# Radial potential of mean force and the rates of pair association and dissociation

Two methane molecules in water meet, stay in contact for a while and part. I want the transition-state rates of both events from one equilibrium function of their distance, and I want to know how far those rates can be trusted. Questions are welcome as we go.

## Premises

1. The nuclei move classically under $H=T+U$, and the system is in canonical equilibrium at temperature $T_0$, with $\beta=1/k_BT_0$. From here on I write $k_BT$ for $k_BT_0$.
2. The solutes A and B, with masses $m_A$, $m_B$ and centres of mass $\mathbf R_A$, $\mathbf R_B$, are so dilute that a pair feels no third solute. The liquid is homogeneous and isotropic, and its volume $V$ is large.
3. The pair is called bound if $r=|\mathbf R_A-\mathbf R_B|<r^*$ and free otherwise. This is a definition.
4. Every crossing of the sphere $r=r^*$ is counted as a reactive event. This is the assumption of transition-state theory (TST).
5. The populations obey $d[AB]/dt=k_a[A][B]-k_d[AB]$, with concentrations as number densities.

Steps 1 to 4 use only the first three premises and are exact within them.

## Step 1: the potential of mean force

Put $M=m_A+m_B$, $\mathbf r=\mathbf R_A-\mathbf R_B$ and $\mathbf R=(m_A\mathbf R_A+m_B\mathbf R_B)/M$, so that $\mathbf R_A=\mathbf R+(m_B/M)\mathbf r$ and $\mathbf R_B=\mathbf R-(m_A/M)\mathbf r$. The Jacobian is one. Let $q$ stand for all other coordinates: $\mathbf R$, the atoms of each solute relative to its own centre of mass, and the water. Define

$$e^{-\beta w(\mathbf r)}=C\int dq\;e^{-\beta U(\mathbf r,q)},\qquad w(\infty)=0,$$

where the constant $C$ enforces the second condition. The integral is proportional to the probability density of the vector $\mathbf r$, and isotropy makes it depend on $r$ alone. The pair correlation function $g(r)$ is that density divided by its value at large distance, so

$$g(r)=e^{-\beta w(r)}.$$

Differentiating the logarithm of the definition gives

$$-\nabla_{\mathbf r}w=\langle-\nabla_{\mathbf r}U\rangle_{\mathbf r}=\Big\langle \frac{m_B\mathbf f_A-m_A\mathbf f_B}{M}\Big\rangle_{\mathbf r},$$

where $\mathbf f_A$ and $\mathbf f_B$ are the total forces on the two molecules and the average is taken at fixed $\mathbf r$. The second equality is the chain rule with the two relations for $\mathbf R_A$ and $\mathbf R_B$. So $w$ is the potential of the mean force. It is a free energy, since the water has been integrated out, and it depends on temperature.

## Step 2: the radial free energy

The reaction coordinate is the scalar $r$. Its density follows by integrating over the direction of $\mathbf r$:

$$p(r)=\frac{4\pi r^2e^{-\beta w(r)}}{Z},\qquad Z=\int_V d^3r\,e^{-\beta w}.$$

Write $p\propto e^{-\beta F}$. Then

$$F(r)=w(r)-2k_BT\ln(r/r_0),\qquad F'(r)=w'(r)-\frac{2k_BT}{r},$$

with $r_0$ an arbitrary length that makes the argument dimensionless and drops out of every difference.

**Question.** *The extra term pushes the pair apart. Is that a real force?*

It is the averaged centrifugal term. The relative motion obeys $\mu\ddot{\mathbf r}=\mathbf f$ with $\mu=m_Am_B/M$ and $\mathbf f=-\nabla_{\mathbf r}U$. Differentiating $\dot r=\hat{\mathbf r}\cdot\dot{\mathbf r}$ once more gives $\mu\ddot r=f_r+\mu v_\perp^2/r$, where $v_\perp$ is the relative velocity transverse to the axis. There are two transverse components, so $\langle\mu v_\perp^2\rangle=2k_BT$ and $\langle\mu\ddot r\rangle_r=-w'+2k_BT/r=-F'$. One can also read it as entropy: the axis is a rotor with moment of inertia $\mu r^2$, whose classical partition function $2\mu r^2k_BT/\hbar^2$ grows as $r^2$. A simulation that histograms $r$ yields $F$, and one that averages $f_r$ yields $w'$. A curve should always state which of the two it is.

## Step 3: the velocity along $r$

The kinetic energy of each molecule splits exactly into that of its centre of mass and an internal part. For the two centres, inserting the relations of Step 1 cancels the cross term:

$$\tfrac12m_A\dot{\mathbf R}_A^2+\tfrac12m_B\dot{\mathbf R}_B^2=\tfrac12M\dot{\mathbf R}^2+\tfrac12\mu\dot{\mathbf r}^2 .$$

The canonical weight therefore contains $e^{-\beta\mu\dot{\mathbf r}^2/2}$ as a separate factor, independent of all positions. Any Cartesian component of $\dot{\mathbf r}$, in particular the one along $\hat{\mathbf r}$, is Gaussian with variance $k_BT/\mu$. With $\theta$ the step function,

$$u\equiv\langle\dot r\,\theta(\dot r)\rangle=\sqrt{\frac{\beta\mu}{2\pi}}\int_0^\infty v\,e^{-\beta\mu v^2/2}dv=\sqrt{\frac{k_BT}{2\pi\mu}} .$$

**Question.** *Shouldn't the mass include the water that moves along with each methane?*

Not here. The equilibrium distribution of the instantaneous velocity contains the bare masses only. The water shows up in $w$, and in what the trajectory does after the crossing, which premise 4 ignores.

## Step 4: the one-way flux

A pair with $\dot r=v>0$ crosses $r^*$ outward within the next $dt$ if it lies between $r^*-v\,dt$ and $r^*$. The probability of that position is $p(r^*)\,v\,dt$. Position and velocity are independent by Step 3, so averaging over $v>0$ gives the number of outward crossings per unit time,

$$\nu(r^*)=p(r^*)\,u=\frac{4\pi r^{*2}g(r^*)\,u}{Z}.$$

The velocity distribution is even, so inward crossings occur at the same rate $\nu$.

## Step 5: the two rate constants

Define the bound-state volume

$$K_{AB}=4\pi\int_0^{r^*}r^2e^{-\beta w}\,dr .$$

The one pair in the box is bound with probability $P_b=K_{AB}/Z$ and free with probability $P_f=(Z-K_{AB})/Z$.

*Dissociation.* By premise 5 the events per unit time number $k_dP_b$, and by premise 4 they number $\nu$. Both $Z$ and $4\pi$ cancel:

$$k_d=\sqrt{\frac{k_BT}{2\pi\mu}}\;\frac{r^{*2}e^{-\beta w(r^*)}}{\int_0^{r^*}r^2e^{-\beta w}\,dr}.$$

*Association.* When the pair is free, $[A]=[B]=1/V$, and the events in the whole box per unit time number $k_a[A][B]V=k_a/V$. So $k_aP_f/V=\nu$, and

$$k_a=4\pi r^{*2}g(r^*)\,u\,\frac{V}{Z-K_{AB}} .$$

Now $Z-K_{AB}=V-\tfrac43\pi r^{*3}+4\pi\int_{r^*}^\infty r^2(g-1)\,dr$. For neutral solutes $g-1$ decays fast enough for the integral to converge, so the last two terms are molecular volumes and the ratio tends to one as $V\to\infty$. With $4u=\sqrt{16k_BT/2\pi\mu}=\sqrt{8k_BT/\pi\mu}\equiv\bar v$, the mean relative speed,

$$k_a^{AB}=\pi r^{*2}\sqrt{\frac{8k_BT}{\pi\mu}}\;g(r^*).$$

For $g=1$ this is the hard-sphere collision rate of the kinetic theory of gases.

*The ratio.* Dividing, $u$ and $r^{*2}g(r^*)$ cancel and $k_a^{AB}/k_d=K_{AB}$. That this is the association constant follows independently from counting. With $N_A$ and $N_B$ dilute solutes there are $N_AN_B$ pairs, each bound with probability $K_{AB}/V$, so to leading order in the concentrations $[AB]=K_{AB}[A][B]$.

## Step 6: two identical molecules

**Question.** *Both partners are methane. Does that change anything?*

It halves the association side. Among $N$ identical molecules there are $N(N-1)/2$ pairs. Each has the same $p(r)$, the same $\nu$ and $\mu=m/2$. Take the convention

$$\frac{d[A_2]}{dt}=k_a[A]^2-k_d[A_2],\qquad \frac{d[A]}{dt}=-2\,\frac{d[A_2]}{dt}.$$

Inward crossings per unit volume and time number $\tfrac12N^2\nu/V$, which must equal $k_aN^2/V^2$, and the density of bound pairs is $\tfrac12N^2P_b/V$. Therefore

$$k_a=\frac12\,\pi r^{*2}\,\bar v\,g(r^*),\qquad K=\frac{[A_2]}{[A]^2}=2\pi\int_0^{r^*}r^2e^{-\beta w}dr=\frac{k_a}{k_d},$$

while $k_d$ is unchanged, because the factor $\tfrac12$ stands in both the flux and the bound population. In the language of partition functions it is the symmetry number 2 of the pair axis. These are the results for the methane pair.

## Step 7: where to put $r^*$

A trajectory that goes from the contact well to the outer region must cross every sphere between them at least once. The number of such passages per unit time therefore cannot exceed $\nu(r)$ for any of those spheres, and the best bound is the smallest flux. Since $\nu\propto r^2e^{-\beta w}\propto e^{-\beta F}$, this is the maximum of $F$:

$$w'(r^*)=\frac{2k_BT}{r^*},\qquad F''(r^*)<0 .$$

The slope $w'$ is positive there, so $r^*$ lies inside the maximum of $w$. If $w'<2k_BT/r$ everywhere, $F$ falls monotonically and there is no bottleneck, even where $w$ has a well.

**Question.** *Why minimise the flux and not $k_d$ itself?*

Because the denominator of $k_d$ keeps growing with the radius. Far out, where $g\to1$, $k_d\to u\,r^2/(r^3/3)=3u/r$, which goes to zero. That is a change in the definition of the bound state and no better bound. For the same reason $K$ is not stationary: $d\ln K/dr^*=r^{*2}g(r^*)/\int_0^{r^*}r^2g\,dr=k_d/u$. It is insensitive to $r^*$ only if the barrier is high.

If it is high, expand $F$ to second order about its minimum $r_m$. The Gaussian integral gives $\int e^{-\beta F}dr\approx e^{-\beta F(r_m)}\sqrt{2\pi k_BT/F''(r_m)}$, and

$$k_d\approx\frac{\omega_0}{2\pi}e^{-\beta\Delta F},\qquad \omega_0^2=\frac{F''(r_m)}{\mu},\qquad \Delta F=F(r^*)-F(r_m).$$

## Step 8: thermodynamic form

Introduce the thermal wavelength $\Lambda=h/\sqrt{2\pi\mu k_BT}$. Direct multiplication gives $(k_BT/h)\Lambda=u$. With a standard volume per molecule $v^\circ$, both rates take the Eyring form:

$$k_d=\frac{k_BT}{h}e^{-\beta\Delta G_d^\ddagger},\qquad e^{-\beta\Delta G_d^\ddagger}=\frac{\Lambda\,r^{*2}g(r^*)}{\int_0^{r^*}r^2g\,dr},$$

$$k_a=\frac{k_BT}{h}\,v^\circ e^{-\beta\Delta G_a^\ddagger},\qquad e^{-\beta\Delta G_a^\ddagger}=\frac{2\pi r^{*2}\Lambda\,g(r^*)}{v^\circ},$$

and $\Delta G_a^\ddagger-\Delta G_d^\ddagger=-k_BT\ln(K/v^\circ)=\Delta G^\circ$. The letter $G$ suits a $w$ obtained at fixed pressure. The same steps hold there, because the velocity factor is untouched. Planck's constant cancels between prefactor and $\Lambda$, as it must in a classical theory. So $\Delta G_d^\ddagger$ is neither a difference of $w$ nor $\Delta F$: it also holds $k_BT$ times the logarithm of a well width over $\Lambda$.

**Question.** *Is $w(r^*)$ the activation energy of association?*

No. Since $u\propto\beta^{-1/2}$, and the shift of $r^*$ with temperature does not contribute because $\nu$ is stationary in $r^*$, one finds $-d\ln k_a/d\beta=\tfrac12k_BT+\partial(\beta w)/\partial\beta$ at $r^*$. The last term is the enthalpic part of $w$, which a curve at one temperature does not give.

## A model for methane in water at 298 K

The inputs are all assumed. They were chosen to reproduce the typical shape of simulated curves for this pair:

- contact minimum $w_c=-0.030$ eV at $r_c=3.9$ Å;
- maximum $w_b=+0.010$ eV at $r_b=5.7$ Å;
- inner-wall stiffness $k_w=0.40$ eV/Å$^2$;
- $w=0$ beyond $r_o=7.2$ Å, which flattens the shallow solvent-separated well found near that distance;
- mass of methane 16.04 u, so $\mu=8.02$ u;
- diffusion coefficient of methane in water $0.18$ Å$^2$/ps, so the relative one is $D=0.36$ Å$^2$/ps.

The pieces are

$$w=\begin{cases}w_c+\tfrac12k_w(r-r_c)^2,& r<r_c\\ \bar w-\Delta\cos[\pi(r-r_c)/L],& r_c<r<r_b\\ \tfrac12w_b\{1+\cos[\pi(r-r_b)/(r_o-r_b)]\},& r_b<r<r_o\end{cases}$$

with $\bar w=(w_b+w_c)/2=-0.010$ eV, $\Delta=(w_b-w_c)/2=0.020$ eV and $L=r_b-r_c=1.8$ Å. Here $k_BT=0.02568$ eV and $g(r_c)=3.22$. I carry three or four figures so that the arithmetic can be followed. They describe the model, not the liquid.

**Stationary points.** The condition $F'=0$ reads $\sin[\pi(r-r_c)/L]=(2k_BTL/\pi\Delta)/r=1.471\,\text{Å}/r$. Its roots are $r_m=4.110$ Å and $r^*=5.546$ Å. At the latter $w=0.00928$ eV, $g=0.697$ and $r^{*2}g=21.43$ Å$^2$. At $r_b$ the same product is 22.01 Å$^2$, higher by 2.7 per cent. The radial barrier is $\Delta F=0.0226$ eV, or $0.88\,k_BT$, against $w_b-w_c=0.040$ eV.

**Bound-state integral.** With $s^2=k_BT/k_w$, $s=0.2534$ Å, the inner part is a half-Gaussian integral whose lower limit may be moved to $-\infty$ because $r_c\gg s$:

$$g(r_c)\Big[(r_c^2+s^2)\,s\sqrt{\pi/2}-2r_cs^2\Big]=13.99\ \text{Å}^3 .$$

Quadrature from $r_c$ to $r^*$ adds 60.60 Å$^3$, for a total of 74.59 Å$^3$. Then $K=469$ Å$^3$, or 0.282 L/mol. An ideal pair with $g=1$ would give $2\pi r^{*3}/3=357$ Å$^3$, so this constant is of the size that geometry alone provides. Moving the boundary to $r_b$ raises $K$ by 4.5 per cent.

**Rates.** The speeds are $u=2.217$ Å/ps and $\bar v=8.87$ Å/ps. Hence

$$k_d=2.217\times\frac{21.43}{74.59}=0.637\ \text{ps}^{-1},\qquad \frac1{k_d}=1.57\ \text{ps},$$

$$k_a=2\pi\times21.43\times2.217=299\ \text{Å}^3/\text{ps}=1.80\times10^{11}\ \text{L mol}^{-1}\text{s}^{-1}.$$

The harmonic formula, with $\omega_0=8.49$ ps$^{-1}$, gives 0.56 ps$^{-1}$.

**Free energies.** With $\Lambda=0.357$ Å, $k_BT/h=6.21$ ps$^{-1}$ and the 1 mol/L standard state, $v^\circ=1661$ Å$^3$, one finds $\Delta G_d^\ddagger=0.0585$ eV, $\Delta G_a^\ddagger=0.0910$ eV and $\Delta G^\circ=+0.0325$ eV.

## How large is what was left out

**Question.** *Your $k_a$ looks faster than diffusion allows. How can that be?*

It is faster, and that is premise 4 failing. The flux $\nu$ counts every crossing, including the many by which one pair goes in and out before it parts for good. Add the premise that the relative motion outside $r^*$ is diffusion with constant $D$ in the potential $w$. Let $\rho(r)$ be the density of partners around a given molecule. The inward current through a sphere is

$$J=4\pi r^2D\,(\rho'+\beta w'\rho)=4\pi r^2D\,e^{-\beta w}\phi',\qquad \phi=\rho\,e^{\beta w}.$$

In a steady state $J$ is independent of $r$. Dividing by $4\pi r^2De^{-\beta w}$ and integrating from $r^*$ outward gives

$$\rho_\infty-\phi(r^*)=\frac{J}{4\pi D}\int_{r^*}^\infty\frac{e^{\beta w}}{r^2}dr .$$

Since $\phi(r^*)\ge0$, the current is largest when the sphere absorbs everything. With the factor $\tfrac12$ of Step 6, the steady rate of forming new pairs from well-separated molecules cannot exceed the Debye–Smoluchowski value

$$k_D=\frac{2\pi D}{\int_{r^*}^\infty r^{-2}e^{\beta w}\,dr}.$$

In the model the integral is 0.192 Å$^{-1}$, the inverse of 5.22 Å. So $k_D=11.8$ Å$^3$/ps, or $7.1\times10^9$ L mol$^{-1}$ s$^{-1}$, and the TST value is 25 times larger. Recrossing cannot alter $K$, which is an equilibrium property, so it scales both rates by the same factor. Separation for good then proceeds at no more than $k_D/K=0.025$ ps$^{-1}$, a time of 40 ps. The steady profile itself needs a time of order $r^{*2}/D=85$ ps to form, so even this process is not a clean exponential.

**Question.** *And the local step, from contact into the solvent-separated region?*

That is the process $k_d$ comes closest to, and friction reduces it too. Take $\mu\ddot r=-F'-\mu\gamma\dot r+\text{noise}$ without memory, with the Einstein relation $\gamma=k_BT/\mu D=85.8$ ps$^{-1}$. Near the top $F''(r^*)=-0.0571$ eV/Å$^2=-\mu\omega_b^2$, so $\omega_b=8.29$ ps$^{-1}$. The mean displacement grows as $e^{\lambda t}$ with $\lambda^2+\gamma\lambda-\omega_b^2=0$. I quote the result of Kramers (1940) for a parabolic barrier, that the transmission coefficient is $\lambda/\omega_b$:

$$\kappa=\sqrt{1+(\gamma/2\omega_b)^2}-\gamma/2\omega_b=0.096 .$$

The model's lifetime becomes $1/\kappa k_d=16$ ps. The velocity is forgotten over $\sqrt{k_BT/\mu}/\gamma=0.065$ Å, while the thermal width of the barrier top is $\sqrt{k_BT/|F''|}=0.67$ Å, so on this estimate the crossing is diffusive. The estimate is rough for three reasons. A barrier of $0.88\,k_BT$ is not parabolic over the thermal range. The time $1/\omega_b=0.12$ ps is comparable to the typical memory time of friction in water, of order 0.1 ps, and memory usually raises $\kappa$. Hydrodynamic coupling lowers the relative diffusion coefficient near contact, which lowers $\kappa$.

**Question.** *Tunnelling?*

Negligible. The leading correction, due to Wigner, multiplies the rate by $1+(\beta\hbar\omega_b)^2/24$. Here $\hbar\omega_b=5.45$ meV and $\beta\hbar\omega_b=0.212$, so the correction is 0.0019.

## Range of validity

- **Exact parts.** The relations $g=e^{-\beta w}$, $F=w-2k_BT\ln(r/r_0)$, the crossing frequency $\nu$ and the constant $K$ are exact for classical nuclei at infinite dilution. At a typical methane solubility of 1.4 mmol/L the fraction of molecules in pairs is $2K[A]=7.9\times10^{-4}$ in the model, so third solutes do not matter. For ions, $w$ depends on concentration through screening, and the large-volume limit of Step 5 needs the screened $g$.
- **Rate law.** Premise 5 needs $\Delta F$ to be several $k_BT$, so that the well equilibrates between escapes and $K$ depends little on $r^*$. The model has less than one $k_BT$. Its $k_d$ is a well-defined crossing frequency per bound pair, but only marginally a rate constant.
- **No recrossing.** $k_d$ and $k_a$ are upper bounds. They are approached when $\gamma\ll\omega_b$ while energy exchange in the well stays fast compared with escape, and when $k_D\gg k_a$. In the model both inequalities are reversed, with $\gamma/\omega_b\approx10$ and $k_a/k_D\approx25$.
- **Coordinate.** The distance $r$ must describe the bottleneck. If the slow event is a water molecule entering between the solutes, the sphere $r=r^*$ is a poor dividing surface. The bound still holds and $\kappa$ is smaller. For strongly anisotropic solutes the orientation average in $w$ hides a steric requirement in the same way.

The equilibrium numbers, $K=0.282$ L/mol and $\Delta G^\circ=+0.0325$ eV, are the model's and inherit its chosen inputs. The model's TST lifetime of 1.57 ps is a lower bound. As typical knowledge and not as a measurement, simulated contact pairs of this kind last several picoseconds, so that figure falls short by a factor of a few. The model's TST association rate overshoots its own diffusion limit by a factor of 25. For a methane pair in water the two formulas give the equilibrium traffic across $r^*$ and the ratio of the rates, while each rate separately is set by friction and diffusion.